**Question: how can the energy be off by several eV while the pressure looks almost right?**

I'm choosing a plane-wave cutoff for InSe2 and compared five settings with a run at 600 eV.

InSe2 (6 atoms, displaced at random in a slightly strained cell, 24.48 Å³ per atom), computed with Ansatz 0.2.0: plane-wave PAW, scalar-relativistic PBEsol, no spin polarisation, 8×8×4 k mesh, 0.1 eV Gaussian smearing. The reference is a 600 eV cutoff at the same geometry. Energies are for zero smearing; pressures are positive in compression and corrected for the finite cutoff.

| wave cutoff (eV) | energy less reference (meV/atom) | pressure less reference (GPa) | largest force change (eV/Å) | plane waves at gamma |
| --- | --- | --- | --- | --- |
| 200 | 4620 | -0.495 | 0.147 | 941 |
| 250 | 567 | 0.146 | 0.0516 | 1293 |
| 300 | 40.3 | 0.04 | 0.00668 | 1759 |
| 350 | 2.23 | 0.017 | 0.00132 | 2155 |
| 420 | 0.884 | 0.006 | 0.00042 | 2891 |

At 200 eV the energy is wrong by 4620 meV per atom, far more than any energy difference I care about. Yet the pressure is off by only half a GPa. At 250 eV the pressure error has changed sign, while the energy error just keeps falling. Then, after 350 eV, the energy improves much more slowly. Is there one explanation for all this, and which column should I trust when I pick a cutoff?

**Answer**

Most of it follows from one idea: the large energy error belongs to the atoms, and it travels with them when they move. Pressure and forces measure how the energy changes when the geometry changes, so an error that stays the same drops out of them.

The cutoff decides how short a wave the calculation may use to build its orbitals. At 200 eV the shortest wave is 0.87 Å long, and at 420 eV it is 0.60 Å. Raising the cutoff keeps all the old waves and adds shorter ones, so the electrons get more freedom and the energy should come down. It does so in every row. The guarantee is not quite strict, because the cutoff for the density was raised along with that for the orbitals.

What needs such short waves is most likely the d electrons. The cell holds 90 electrons, which fits 13 for each In and 16 for each Se, so In 4d and Se 3d are treated explicitly. These shells are small and sit close to their nuclei. Se 3d is probably the harder of the two: it is the first d shell of its atom, with no inner d shell to push it outwards. The table cannot separate the two elements; runs on elemental In and Se at the same cutoffs would help to do so.

A compact d shell hardly notices a small shift of the neighbouring atoms. Plane waves, for their part, favour no place in the cell, so they describe the shell equally badly wherever its atom sits. The error is therefore nearly the same before and after the shift. The stress errors let us check this, if the corrected stress is read as the slope of the energy at fixed cutoff. At 200 eV, stretching the cell by 1 % along the worst of the directions x, y and z (the axes of the calculation) would change the energy error by only about 1.6 meV per atom, out of 4620. The forces agree: moving one atom by 0.01 Å along any axis would change the error of the whole cell by no more than about 1.5 meV. Both results support an error that travels with the atoms, though they do not prove that the d shells cause it.

The pressure looks this good only because it has already been corrected for the finite cutoff. When a cell expands with a fixed set of waves, every wave gets longer and the effective cutoff drops. The energy then rises for a reason that has no counterpart in the real crystal, and the cell seems to resist expansion. This false contribution is called Pulay stress.

Its size can be estimated. The number of waves $N$ grows as $V E_c^{3/2}$, where $V$ is the volume per atom and $E_c$ the wave cutoff; the counts in the table follow this power closely. Holding $N$ fixed therefore gives $dE_c/dV = -\tfrac{2}{3}E_c/V$. With $\Delta$ for the energy less reference, the false pressure is

$$p_{\mathrm{Pulay}} \approx \frac{2}{3}\,\frac{E_c}{V}\,\frac{d\Delta}{dE_c}.$$

Between 200 and 250 eV, $\Delta$ falls from 4620 to 567 meV per atom, a slope of about −0.081 eV per eV of cutoff. With $E_c = 225$ eV midway and $V = 24.48$ Å³,

$$p_{\mathrm{Pulay}} \approx \frac{2}{3}\times\frac{225}{24.48}\times(-0.081)\ \text{eV/Å}^3 \approx -0.5\ \text{eV/Å}^3,$$

or roughly −80 GPa. This is only a rough average over the interval, in which the energy error shrinks eightfold. The curve is steepest at the low end, so at 200 eV itself the false pressure should be larger still. The uncorrected pressures are not available to test it. Still, the comparison is telling: the error left at 200 eV is half a GPa. A program that does not make this correction could give a badly wrong cell size at such a cutoff.

The change of sign is less strange than it looks. The energy error is positive because a poorer basis gives a higher energy, but no such rule holds for a slope. A positive error may grow or shrink as the cell expands. If the corrected pressures are taken as exact slopes, it grows at 200 eV, which makes the pressure too low, and shrinks at 250 eV, which makes the pressure too high. The table does not reveal what turns the slope round. It may partly be the correction itself: when tens of GPa have to be removed, a flaw of about one per cent is enough to leave an error of this size.

The single pressure value also hides some of the trouble, because it averages three directions. At 250 eV the stress is too high by 0.33 GPa along x and by 0.17 GPa along y, but slightly too low along z. The average, 0.146 GPa, looks better than the worst direction. If you relax the shape of a cell and not just its volume, check the stress components one by one.

Forces are slopes too, but a small slope error can still matter when the force itself is small. At 200 eV the largest force change is 0.147 eV/Å, about 28 % of the largest force component in the 600 eV run. At 300 eV this share is down to about 1 %, although the energy is still off by 40 meV per atom. The atoms here were deliberately displaced and the cell slightly strained, so there are real forces to compare. For the same reason, these numbers do not describe the relaxed crystal.

That leaves the slowdown. Up to 350 eV each extra 50 eV cuts the energy error by a larger factor than the step before: about 8, then 14, then 18. Such a steepening fall is expected if the smoothed orbitals of the datasets contain very little beyond a certain shortest wave: once the basis reaches it, hardly anything is missing. Smoothness alone does not guarantee this. From 350 to 420 eV the factor is only about 2 per 50 eV. By then the main deficit has gone and a weak remainder is left.

I can only guess where that remainder comes from. The smoothed orbitals in the atomic datasets may have a faint tail of very short waves, or the density cutoff, always four times the wave cutoff, may contribute. Runs that change one cutoff at a time would separate the two. Note also that the 0.884 meV per atom at 420 eV is the distance to the 600 eV run, not to a complete basis.

For your choice, start from the quantity you need:

- **Total energies:** of these settings, only 420 eV comes within 1 meV per atom of the reference. The runs at 350 eV and below also carried a warning that the cutoff was lower than recommended.
- **Energy differences:** use the same cutoff for both structures, so that errors which travel with the atoms can cancel. The data support this for small strains of this cell. For a reaction, or a comparison of different crystal structures, test the difference itself.
- **Forces and stresses:** test them directly, component by component. A small error in the average pressure is not enough.

A higher cutoff brings you closer to the answer of this particular method, not necessarily to nature. The datasets, for instance, were made for PBE but used with PBEsol, and no cutoff repairs that.

The same reasoning helps with a related material: ask which atom has the most compact shell among the electrons treated explicitly, because that shell often sets the cutoff. How strongly the PAW dataset smooths it matters too, so two datasets for the same element can need different cutoffs. The printed analysis below gives the step-by-step ratios, the stress components and the Pulay estimate for each interval.

Numerical output:

```
Fall of the errors:
  row  energy drop factor per 50 eV  force drop factor per 50 eV  shortest wave in Å  force error in % of largest force component
  200                           n/a                          n/a              0.8672                                        27.73
  250                         8.148                        2.849              0.7757                                        9.735
  300                         14.07                        7.725              0.7081                                         1.26
  350                         18.07                        5.061              0.6556                                        0.249
  420                         1.937                        2.266              0.5984                                      0.07924
Stress errors in GPa:
  row        xx        yy        zz  rough Pulay pressure between this row and the one above
  200   0.09748    -1.057   -0.5248                                                      n/a
  250    0.3254    0.1675  -0.05687                                                   -79.57
  300   0.05673   0.04772   0.01357                                                   -12.64
  350    0.0208   0.01859   0.01097                                                    -1.08
  420  0.008079  0.007739  0.002965                                                  -0.0323
Energy error under strain:
  row  change for 1 % strain in meV/atom  that change in % of energy error  Fermi energy shift in meV
  200                              1.616                           0.03498                     -134.6
  250                             0.4972                            0.0877                     -26.09
  300                            0.08669                            0.2151                     -2.632
  350                            0.03178                             1.425                      0.348
  420                            0.01235                             1.397                      0.234
Energy error, first row over last row (ratio): 5226
Force error, first row over last row (ratio): 350
Size of pressure error, first row over last row (ratio): 82.5
Plane waves, last row over first row (ratio): 3.072
Power of the cutoff in the plane-wave count: 1.513
Electrons in the cell with 13 for each In and 16 for each Se: 90
Share of d electrons among them in %: 66.67
```
